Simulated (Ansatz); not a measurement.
# Work function of unrelaxed Ag(110) films from 1 to 13 layers with PBE

The work function Φ of free-standing Ag(110) films is calculated with PBE for thicknesses from one to thirteen atomic layers. It is the energy of the vacuum level outside the slab less the Fermi level, and each value is also given relative to the thickest film, of 13 layers. The question is how Φ approaches its thick-film value as layers are added. The work function helps to set the barrier for charge injection at metal contacts and the yield of electron emitters, so a dependence on thickness matters wherever silver is used as a very thin layer. It matters equally for calculations, in which a slab of a few layers commonly stands in for the surface of a thick crystal.

## Computational details

Ansatz 0.2.0, plane-wave Kohn-Sham DFT with its default PAW datasets at a cutoff of 420 eV. Symmetric 1×1 slabs of 1 to 13 layers are cut at the tabulated measured lattice constant with atoms at bulk places and 18 Å of vacuum. In-plane k-spacing 0.15 to 0.16 Å⁻¹ (2π included), Fermi-Dirac smearing of 0.1 eV, dipole correction on. Spin-paired. Scalar-relativistic, no spin-orbit coupling. PBE. The crystal is fcc; the mesh is the same for all thicknesses of a face.

Notes on method and selection:

- Confinement between the two faces quantises the states along the normal, so values can oscillate with thickness.
- The atoms are not relaxed; free films of one to three layers would take another lattice constant.
- Runs in which the search for lower states was switched off are not listed.
- Work functions and vacuum levels are read from the electrostatic potential (Hartree and local ionic parts), which a warning of a rough exchange-correlation potential in thin density does not concern.
- Error sizes named in these notes are rules of thumb and were not measured on these runs.
- The default PAW datasets of this version of Ansatz are the set soft_2.
- Runs that did not converge, have known faults or may not be shown are not listed, and runs on Ansatz's PAW sets soft_1 and soft_2 are kept to separate tables.

Columns:

- layers: number of atomic layers.
- thickness (Å): distance between the outermost atomic planes.
- Φ (eV): work function: vacuum level outside the slab less the Fermi level.
- ΔΦ to thickest (eV): work function less that of the thickest slab of the same face.

## Results

```
member     layers  thickness (Å)  Φ (eV)  ΔΦ to thickest (eV)
1 layer    1       0.00           4.923   0.8116
2 layers   2       1.45           4.082   −0.0294
3 layers   3       2.89           4.274   0.1622
4 layers   4       4.34           4.161   0.0496
5 layers   5       5.78           ?       ?
6 layers   6       7.23           4.195   0.0828
7 layers   7       8.68           4.120   0.0081
8 layers   8       10.12          4.195   0.0835
10 layers  10      13.01          4.198   0.0860
13 layers  13      17.35          4.112   0.0000
```

Cells marked ? are withheld until the estimate has been made.

## Reading the trend

The approach is not smooth. The single layer stands apart, 0.81 eV above the 13-layer film, and the second layer lowers Φ by 4.923 − 4.082 = 0.841 eV. After that the values go up and down. The third layer raises Φ by 0.192 eV and the fourth lowers it by 0.113 eV. Between 6 and 8 layers Φ falls by 0.075 eV and rises by the same amount. The 10- and 13-layer films still differ by 4.198 − 4.112 = 0.086 eV, so the thickest film is not a converged reference: apart from the 2-layer film, every other film shown lies above it.

Confinement can explain why such swings occur. Electrons reflected between the two faces form standing waves, and the Fermi level shifts as successive quantised states move through it. For free electrons the pattern repeats each time the thickness grows by half a Fermi wavelength, $\pi/k_F$. With one s electron per atom in an fcc crystal of lattice constant $a$, $k_F = (12\pi^2)^{1/3}/a$, roughly $4.9/a$, and the (110) layer spacing is $d = a/(2\sqrt{2})$. With $2\sqrt{2}$ rounded to 2.8, the period is then 3.14 × 2.8 / 4.9 = 1.8 layers. Because this is close to two, whole layers sample the wave almost in alternation, but the phase slips slowly. The table has this character: the 3-layer film lies above the 4-layer film, whereas the 7-layer film lies below both the 6- and 8-layer films. The Fermi surface of silver is not a perfect sphere, so the free-electron period is only a guide. Incomplete k-point sampling may also contribute to the swings.

The high value of the single layer probably has a further cause. Cut at bulk positions, it consists of widely spaced atomic rows, with two nearest neighbours per atom. On a thicker film, electrons flow from the ridges into the troughs of the open surface, which lowers Φ; a flat single layer has no troughs backed by a second layer.

## A prediction

Plain estimates from the members shown:

- 5 layers, straight-line interpolation between 4 layers and 6 layers: w = (5 − 4) / (6 − 4) = 0.500, so 4.161 + 0.500 × (4.195 − 4.161) = 4.178 eV

The straight line between 4 and 6 layers gives 4.178 eV, but it assumes a smooth change over a distance in which the work function can swing up and down. For the 7-layer film, the line between its neighbours gives 4.195 eV against a computed 4.120 eV, a miss of 4.195 − 4.120 = 0.075 eV.

The average of the films from 4 layers upward is a better choice, since it does not depend on where two neighbours happen to fall in the oscillation:

(4.161 + 4.195 + 4.120 + 4.195 + 4.198 + 4.112) / 6 = 4.16 eV.

Tried on the 7-layer film, the mean of the other five is (4.161 + 4.195 + 4.195 + 4.198 + 4.112) / 5 = 4.172 eV, a miss of 4.172 − 4.120 = 0.052 eV. Leaving out each of the six films in turn gives a root-mean-square miss of about 0.04 eV, which is taken as the error bar.

A correction for the phase of the oscillation would be welcome, but its sign is not fixed by the neighbours. Among films with an odd number of layers, the 3-layer film lies above this average and the 7-layer film below it, and the 5-layer film lies between them in thickness, where the alternation probably changes over. No shift is therefore added. The estimate amounts to saying that the 5-layer film already belongs to the group of thicker films, without the large excess of the single layer.

**Committed estimate, 5 layers: Φ = 4.16 ± 0.04 eV.**

## Outcome

```
member    layers  thickness (Å)  Φ (eV)  ΔΦ to thickest (eV)
5 layers  5       5.78           4.183   0.0709
```

```
member    estimate       Φ (eV)  computed  estimate − computed  miss in error bars
5 layers  committed      4.160   4.183     −0.023               0.6
5 layers  interpolation  4.178   4.183     −0.005
```

The estimate of 4.16 ± 0.04 eV is 0.023 eV below the computed 4.183 eV, a miss of 0.6 error bars. The straight line between 4 and 6 layers did better, with a miss of 0.005 eV. The 5-layer film does belong with the thicker films, as assumed. The objection that a swing might spoil the interpolation did not apply here, because Φ rises steadily from 4 to 6 layers. It does apply to the next films: the same construction misses by about 0.04 eV at 6 layers and by about 0.08 eV at 7.

The result fits an oscillation with a period close to two layers, in which the alternation between odd and even films fades and then returns with the opposite sign. The 3-layer film lies above both neighbours, the 5-layer film almost on the line between them, and the 7-layer film below both. From 6 layers onward the even films shown have 4.195 to 4.198 eV and the two odd ones 4.112 and 4.120 eV. This supports confinement as the main cause, although the sampling of k-points may alter the size of the swings.

## Residuals

The seven films from 4 to 13 layers have a mean of (4.161 + 4.183 + 4.195 + 4.120 + 4.195 + 4.198 + 4.112) / 7 = 4.166 eV and a standard deviation of about 0.04 eV. Against that mean the single layer is far out, at 4.923 − 4.166 = +0.757 eV. Its atoms have only two nearest neighbours, within rows that the fixed lattice constant holds well apart. The lack of troughs backed by a second layer, named above as a probable cause, remains a possible one: the table gives only Φ and cannot separate this effect from confinement. The high ionisation energy of a free silver atom does not explain the value. That energy is the difference in total energy between ion and atom, whereas Φ here is the depth of the Fermi level below the vacuum level. For a single atom in PBE, the depth of the highest occupied level is much smaller than the ionisation energy.

The 3-layer film lies 4.274 − 4.166 = 0.108 eV above the mean and the 2-layer film 4.166 − 4.082 = 0.084 eV below it. These departures are smaller, but still two to three standard deviations. Confinement is the likeliest reason, since the quantised levels are more widely spaced in a thinner film and the Fermi level responds more strongly to each added layer. The opposite signs fit an oscillation, whereas a gradual loss of surface coordination would shift both films the same way. Both films are also unrelaxed, which may change the size of their departures.

## Comparison with experiment

```
member     quantity  measured  computed  computed − measured  conditions                                                                                                                    source
13 layers  Φ (eV)    4.1       4.112     +0.012               compiled values differ between sources by a tenth of an eV or more; compiled experimental value; Ag(110) single-crystal face  [1]
```

Sources:

[1] "Anisotropic work function of elemental crystals" (2019, arXiv:1902.07811)

Only the 13-layer film is set against experiment. Its 4.112 eV is 0.012 eV above the compiled 4.1 eV for a single-crystal (110) face. Compiled values differ between sources by a tenth of an eV or more, so neither the sign nor the smallness of this difference says much about the accuracy of PBE. The choice of slab matters more than the difference itself: the 10-layer film would stand 4.198 − 4.1 = 0.098 eV above the same measured value.

PBE tends to give work functions of metals somewhat too low, roughly by one or two tenths of an eV. An error of that kind could be hidden here by a low measured value. Steps and roughness lower the work function of a real face, while adsorbed oxygen raises it, so the preparation of the crystal affects the comparison.

The measurement belongs to a thick crystal. It therefore tests the level that the films approach, and leaves the dependence on thickness untested.

## What to take away

From 4 to 13 layers the PBE work functions of the unrelaxed Ag(110) films computed here stay within 4.11 to 4.20 eV, without settling steadily towards the value of the thickest film. A further thickness in this range can be estimated by the mean, 4.17 ± 0.04 eV; between 6 and 13 layers the films shown suggest that an odd film is likelier to lie below it than above. For a thick crystal, an average over several slabs is safer than one slab, because a single film can carry a confinement shift of several hundredths of an eV.

In terms of photoemission, with the product of Planck's constant and the speed of light equal to 1240 eV nm, the mean corresponds to a threshold wavelength of 1240 / 4.17 = 297 nm, and the scatter of 0.04 eV to about 3 nm.

Relaxation and spin-orbit coupling are left out of all these films, and the tables do not show how far either would shift Φ. Surface chemistry, which the clean slabs also omit, can matter more than the swings with thickness: a dense layer of adsorbed oxygen raises the work function by several tenths of an eV.

[Logs are printed without paths, hosts, clocks, repeated set-up lines and the standing remarks that a program may print on its own settings, such as how far it seeks lower states.]
